**Rb⁺: why the form factor hesitates near 2 Å⁻¹**

The row at $\sin\theta/\lambda = 1.83$ Å⁻¹ looks wrong. In this part of the table each row lies a factor of about 1.25 further out than the one before, and the form factor loses 24 % on the step to 1.18 and 21 % on the step to 1.47. It then loses only 16 % on the way to 5.584 and 17 % on the next step, before the losses return to 24 % and more. The rounding of $f$ is 0.0005 e here, so the hesitation is real within this Dirac-Fock calculation. The ion is closed-shell, and neither the average over the configuration nor the spherical density can have produced it.

The scales worth remembering are these. A shell of mean radius $\langle r\rangle$ has lost half its coherent amplitude when $q\langle r\rangle \approx 2$. In a Slater-rule model of Rb⁺ that happens near 0.2 Å⁻¹ for the N shell, near 0.5 for M, near 2 for L and near 7 for K. At small angle the Pauli principle removes about four tenths of the incoherent scattering. The incoherent function of the free ion overtakes $f^2$ only near 1.9 Å⁻¹.

X-ray form factor and Waller-Hartree incoherent scattering function of Rb+ (Z = 37, [Ar] 3d10 4s2 4p6), calculated with Radial Dirac-Fock and Kohn-Sham solver 2 at the Dirac-Fock average-of-configuration level. The form factor is that of the spherical density, and the nucleus is finite with an rms radius of 4.2036 fm.

| sin theta over lambda (Å⁻¹) | form factor (e) | incoherent function (e) |
| --- | --- | --- |
| 0 | 36.00 | 0 |
| 0.04 | 35.64 | 0.4149 |
| 0.05 | 35.43 | 0.6370 |
| 0.07 | 34.92 | 1.193 |
| 0.08 | 34.60 | 1.515 |
| 0.10 | 33.89 | 2.224 |
| 0.13 | 32.65 | 3.369 |
| 0.16 | 31.27 | 4.532 |
| 0.20 | 29.39 | 6.027 |
| 0.25 | 27.15 | 7.776 |
| 0.31 | 24.78 | 9.699 |
| 0.39 | 22.21 | 11.92 |
| 0.49 | 19.63 | 14.17 |
| 0.61 | 16.96 | 16.41 |
| 0.76 | 13.99 | 18.85 |
| 0.94 | 11.06 | 21.38 |
| 1.18 | 8.413 | 24.12 |
| 1.47 | 6.682 | 26.58 |
| 1.83 | 5.584 | 28.70 |
| 2.28 | 4.614 | 30.51 |
| 2.84 | 3.518 | 32.05 |
| 3.54 | 2.458 | 33.25 |
| 4.42 | 1.700 | 34.09 |

Below, $s = \sin\theta/\lambda$, $q = 4\pi s$ (in bohr⁻¹, $q = 6.6498\,s$ for $s$ in Å⁻¹), $f$ is the form factor, an amplitude in electron units, and $S$ is the incoherent function, an intensity in units of the scattering of one free electron.

**Shells dropping out of phase**

For a spherical density $f(q) = \int \rho(r)\,\frac{\sin qr}{qr}\,d^3r$. Charge at radius $r$ counts in full while $qr \ll 1$, counts half at $qr = 1.9$, and largely cancels against neighbouring radii beyond $qr \approx \pi$. Expanding the sine gives
$$f \approx 36 - \tfrac16 q^2 \sum\langle r^2\rangle .$$
The same calculation gives $\sum\langle r^2\rangle = 31.436$ bohr². At $s = 0.05$, $q = 0.3325$ and the drop is $0.3325^2 \times 31.436/6 = 0.579$, so $f = 35.42$ against 35.43 in the table. This checks the table against its own density and tests no model. By $s = 0.10$ the leading term overshoots by 0.207 e on a drop of 2.11 e, and the overshoot grows about as $q^4$ between 0.07 and 0.10, as the next term of the series should.

A model with shells and no number fitted to this table comes from Slater's rules. Each group of electrons gets a nodeless radial density $r^{2n} e^{-ar}$ with $a = 2Z_\text{eff}/n$. The integral $\int r^{2n-1} e^{-ar} \sin qr\,dr$ is elementary, and after normalisation one electron contributes
$$f_n(q) = \frac{\cos^{2n}\vartheta\,\sin 2n\vartheta}{2n\tan\vartheta}, \qquad \tan\vartheta = \frac{q\,n}{2Z_\text{eff}} .$$
The rules give $Z_\text{eff}$ = 36.70 (1s), 32.85 (2s2p), 25.75 (3s3p), 15.85 (3d) and 9.25 (4s4p, with $n = 3.7$). In all five groups the half-amplitude point times the mean radius in bohr comes to 0.28 or 0.29, which is $1.9/6.65$: the rule for a thin shell survives the radial spread.

For the suspect row, $q = 6.6498 \times 1.83 = 12.17$. The K shell has $\tan\vartheta = 12.17/73.4 = 0.166$ and $f_1 = (1 + 0.166^2)^{-2} = 0.947$, so two electrons give 1.89. The L shell has $\tan\vartheta = 24.34/65.7 = 0.370$, $\vartheta = 20.3°$, $\cos^4\vartheta = 0.773$ and $\sin 4\vartheta = 0.9885$, so $f_2 = 0.773 \times 0.9885/1.48 = 0.516$ and eight electrons give 4.13. The M shell has passed through zero and contributes $-0.40$; the N shell contributes nothing. The sum is 5.62, less than 1 % above the table, and no row was fitted. The split into shells belongs to the model and should be read loosely: about 2 from K, about 4 from L, little from the outer 26 electrons.

That picture explains the shoulder, which is the standard signature of shell structure. Once the 18 M electrons have dephased, $f$ is left with the ten K and L electrons, whose sum loses a smaller fraction per step than $f$ did while M was dropping out, and the logarithmic slope $d\ln f/d\ln s$ eases from $-1.20$ (0.94 to 1.18) to $-0.82$ (1.47 to 1.83). In the model L is already near half amplitude here, and on the next step the small negative M part shrinks and offsets a little of the L shell's loss. As L dephases further the slope steepens to about $-1.65$. The numbers support this reading by contrast. A Thomas-Fermi ion with 36 electrons, which has no shells, gives a slope that steepens on every step, and its error relative to the table swings between about $-8$ % and $+7$ % as the Dirac-Fock curve bends around it. The shell sum does ease, and on the right step. This is support and falls short of proof, because the easing in the shell sum, from $-1.04$ to $-0.93$, is less than a third of the 0.38 in the table.

The same reasoning says why the loss of the N shell leaves no such mark: the slope in the table steepens on every step up to the one that ends at 1.18. Removing 8 electrons of 36 lowers $f$ by only a factor of 1.3, so the slope stays shallow, and the diffuse 3d group begins to dephase before N has finished. Removing M takes 28 electrons down to 10, a factor of 2.8, and the steep fall that results has room to relax. By this argument the drop from 10 to 2 should be steeper still and be followed by a second easing onto the K shell. The last two slopes, $-1.63$ and $-1.66$, show the steepening nearly at an end, which is as far as the table goes.

For a neighbouring 36-electron ion such as Sr²⁺, one more proton raises every $Z_\text{eff}$ by one in this scheme. That is about a tenth for the N shell but only 3 to 6 % for the L and M groups, so the initial fall of $f$ should be clearly slower while the shoulder moves outward by just a few per cent. The shoulder depends on core shells and should be insensitive to a crystal environment; the low-$s$ rows depend on the N shell, which carries roughly four fifths of $\sum\langle r^2\rangle$ in the model, and there the free-ion values are most exposed.

**Where the shell sum fails**

Over the 22 rows with $s > 0$ the Slater sum has an rms error of 2.55 % relative to the table, against 4.76 % for Thomas-Fermi. It lies about 4 % low around 0.61 to 0.76, up to 3 % high at 1.18 to 1.83, and 3 to 4 % low from 2.28 on, far outside rounding. Refitting one $Z_\text{eff}$ at a time to all 22 rows helps most for 3d, where a tighter orbital brings the rms error to 1.78 %. The fitted values carry no meaning: the same exercise drives the 1s charge to 41, above the nuclear charge of 37, because the exponent is absorbing something that the model lacks. An untested guess is that the deficit at large $s$ comes from the inner lobes of the 3s, 3p, 4s and 4p orbitals, which put charge close to the nucleus and are absent from nodeless functions, with some help from relativistic contraction ($(Z\alpha)^2 = 0.073$). The model's $\sum\langle r^2\rangle$ is only 1.9 % above the calculated one, which may hide errors that cancel between groups.

**The incoherent function**

For a single determinant, $S = 36 - \sum_{ij} |f_{ij}|^2$ with $f_{ij} = \langle i|e^{i\mathbf q\cdot\mathbf r}|j\rangle$ over occupied orbitals. By closure, $1 - |f_{ii}|^2$ is the probability that electron $i$ is kicked into any other state, and the terms with $i \ne j$ take back the kicks into states already filled. At small $q$ along $z$, $f_{ii} \approx 1 - q^2\langle z^2\rangle/2$ and $f_{ij} \approx iq\langle i|z|j\rangle$, so for a closed shell
$$S \approx \tfrac13 q^2 \Big[\sum_i \langle r^2\rangle_i - \sum_{i\ne j} |\langle i|\mathbf r|j\rangle|^2\Big].$$
The first term alone gives 0.741 at $s = 0.04$; the table has 0.4149, a ratio of 0.560. A straight line in $q^2$ fitted to this ratio over the five rows from 0.04 to 0.10 reaches 0.57 at $q = 0$, so some 43 %, or about 13 bohr², is removed. That much the numbers show, within the uncertainty of a short extrapolation.

Which pairs do it can be argued. For an s and a p shell with radial dipole integral $R$, $|\langle s|z|p_0\rangle|^2 = R^2/3$; two spins and two orderings of the pair give $4R^2$ inside the bracket. The 4s and 4p orbitals occupy the same region, so $R$ is close to their mean radius, 1.68 bohr in the model, and $4R^2 \approx 11$ bohr². Pairs within the M and L shells add about 2 bohr². The total matches the 13.4 from the table to the digit, which is luck: the model gives 4s and 4p the same radial function and omits pairs of different $n$. What stands is the order of magnitude and the reason for it. The strongest dipole transition from 4s leads to 4p, which is full. Correlation, absent from Dirac-Fock, also changes how the outer electrons move relative to one another, so the low-$s$ values of $S$ are expected to be sensitive to it; no correlated calculation was made here.

At large $s$ every $f_{ij}$ decays and $S$ tends to 36, the tightest shells arriving last. At 4.42 Å⁻¹ it is still 1.91 short. The K electrons, each with about three quarters of its amplitude left in the model, account for roughly 1 of this through $2|f_{1s}|^2$. The remainder is presumably made up of off-diagonal terms between the K and L shells and of off-diagonal and non-spherical terms within the L shell, a guess that was not tested. In every row the Waller-Hartree treatment also neglects the energy carried off by the electron and the limits that binding sets on it.

The columns cross at about 0.62 Å⁻¹, just beyond the row where $f = 16.96$ and $S = 16.41$, but this compares an amplitude with an intensity. The fair ratio is $S/f^2$, which is 0.057 in that row, 0.17 at 0.94 and 0.92 at 1.83, and passes 1 near 1.9 Å⁻¹. Near an absorption edge anomalous dispersion changes the coherent amplitude and moves this point. The row-by-row comparison of both models with the table is in the printed output that follows.

The analysis program printed:

```
q(1/bohr) = 6.6498 s(1/A); (Z alpha)^2 = 0.073; rounding of f: 0.005 e above 10, 0.0005 e below
sum <r2> bohr^2: run 31.436, Slater 32.03 (+1.9%), TF 46.34 (TF electrons 36.00)
s (1/A)             :    0.04    0.05    0.07    0.08    0.10    0.13    0.16
f - (36-q2 r2/6), e :  +0.011  +0.009  +0.055  +0.083  +0.207  +0.565  +1.201
q2 r2/3 no exchange :   0.741   1.158   2.271   2.966   4.634   7.831  11.862
S / (q2 r2/3)       :   0.560   0.550   0.525   0.511   0.480   0.430   0.382
ratio at q=0 (linear in q2, s<=0.10) 0.573; removed part 13.4 bohr^2 = 43%
Slater dipole pairs, bohr^2: 4s4p 11.3, 3p3d 1.4, 3s3p 0.7, 2s2p 0.1, sum 13.4
group Zeff <r>bohr share_r2% s_half(1/A) | this Zeff alone refitted, rms % of f
1s    36.70  0.041    0.0   7.10 | 41.16  2.20
2s2p  32.85  0.152    0.7   1.87 | 33.56  2.18
3s3p  25.75  0.408    4.7   0.70 | 26.20  2.51
3d    15.85  0.662   15.7   0.43 | 17.36  1.78
4s4p   9.25  1.680   78.9   0.17 |  9.73  2.51
err = model/table-1 in %; K..N Slater parts (e); slope = dln f/dln s to next row; Sd = 36 - sum f_ii^2 (Slater)
   s      f errSl errTF |    K    L     M     N | slope: tab    Sl    TF |     S    Sd   S/f^2
0.04 35.640  -0.0  -0.5 | 2.00 8.00 17.92  7.71 |      -0.03 -0.03 -0.04 |  0.41  0.73  0.0003
0.05 35.430  -0.0  -0.7 | 2.00 8.00 17.88  7.55 |      -0.04 -0.04 -0.06 |  0.64  1.13  0.0005
0.07 34.920  -0.1  -1.3 | 2.00 7.99 17.77  7.13 |      -0.07 -0.07 -0.09 |  1.19  2.12  0.0010
0.08 34.600  -0.1  -1.6 | 2.00 7.99 17.69  6.88 |      -0.09 -0.10 -0.12 |  1.51  2.70  0.0013
0.10 33.890  -0.2  -2.3 | 2.00 7.98 17.53  6.32 |      -0.14 -0.15 -0.18 |  2.22  3.97  0.0019
0.13 32.650  -0.4  -3.2 | 2.00 7.97 17.21  5.35 |      -0.21 -0.22 -0.24 |  3.37  6.02  0.0032
0.16 31.270  -0.6  -3.9 | 2.00 7.96 16.81  4.31 |      -0.28 -0.30 -0.30 |  4.53  8.04  0.0046
0.20 29.390  -1.1  -4.3 | 2.00 7.93 16.19  2.96 |      -0.36 -0.39 -0.36 |  6.03 10.45  0.0070
0.25 27.150  -1.7  -4.4 | 2.00 7.90 15.26  1.53 |      -0.42 -0.46 -0.43 |  7.78 12.91  0.0105
0.31 24.780  -2.4  -4.6 | 2.00 7.84 13.98  0.36 |      -0.48 -0.51 -0.52 |  9.70 15.31  0.0158
0.39 22.210  -3.1  -5.6 | 2.00 7.75 12.11 -0.34 |      -0.54 -0.57 -0.61 | 11.92 18.07  0.0242
0.49 19.630  -3.6  -7.0 | 1.99 7.62  9.71 -0.41 |      -0.67 -0.69 -0.70 | 14.17 21.07  0.0368
0.61 16.960  -4.2  -7.6 | 1.99 7.42  7.04 -0.19 |      -0.88 -0.88 -0.79 | 16.41 23.82  0.0571
0.76 13.990  -4.3  -5.9 | 1.98 7.11  4.33 -0.03 |      -1.11 -1.02 -0.88 | 18.85 26.12  0.0963
0.94 11.060  -2.6  -1.1 | 1.97 6.69  2.11  0.01 |      -1.20 -1.04 -0.96 | 21.38 27.87  0.1748
1.18  8.413  +1.2  +4.5 | 1.96 6.04  0.51  0.01 |      -1.05 -0.96 -1.04 | 24.12 29.41  0.3408
1.47  6.682  +3.1  +4.6 | 1.93 5.19 -0.24  0.00 |      -0.82 -0.93 -1.11 | 26.58 30.76  0.5953
1.83  5.584  +0.7  -1.9 | 1.89 4.13 -0.40  0.00 |      -0.87 -1.03 -1.18 | 28.70 32.07  0.9204
2.28  4.614  -2.9  -8.3 | 1.84 2.91 -0.27  0.00 |      -1.23 -1.31 -1.23 | 30.51 33.24  1.4331
2.84  3.518  -4.4  -8.3 | 1.76 1.71 -0.11 -0.00 |      -1.63 -1.60 -1.28 | 32.05 34.09  2.5896
3.54  2.458  -3.8  -1.0 | 1.64 0.74 -0.02 -0.00 |      -1.66 -1.65 -1.32 | 33.25 34.58  5.5034
4.42  1.700  -3.7  +6.7 | 1.49 0.15  0.00 -0.00 |          -     -     - | 34.09 34.89 11.7958
Slater: rms 2.55%, worst -4.4% (-0.16 e) at s = 2.84
Thomas-Fermi: rms 4.76%, worst -8.3% (-0.38 e) at s = 2.28
log-interpolated crossings: S = f at s = 0.62, S = f^2 at s = 1.91 1/A
last row: 36-S = 1.91; Slater diagonal sum 1.11, of it K 1.10; rest 0.80
```
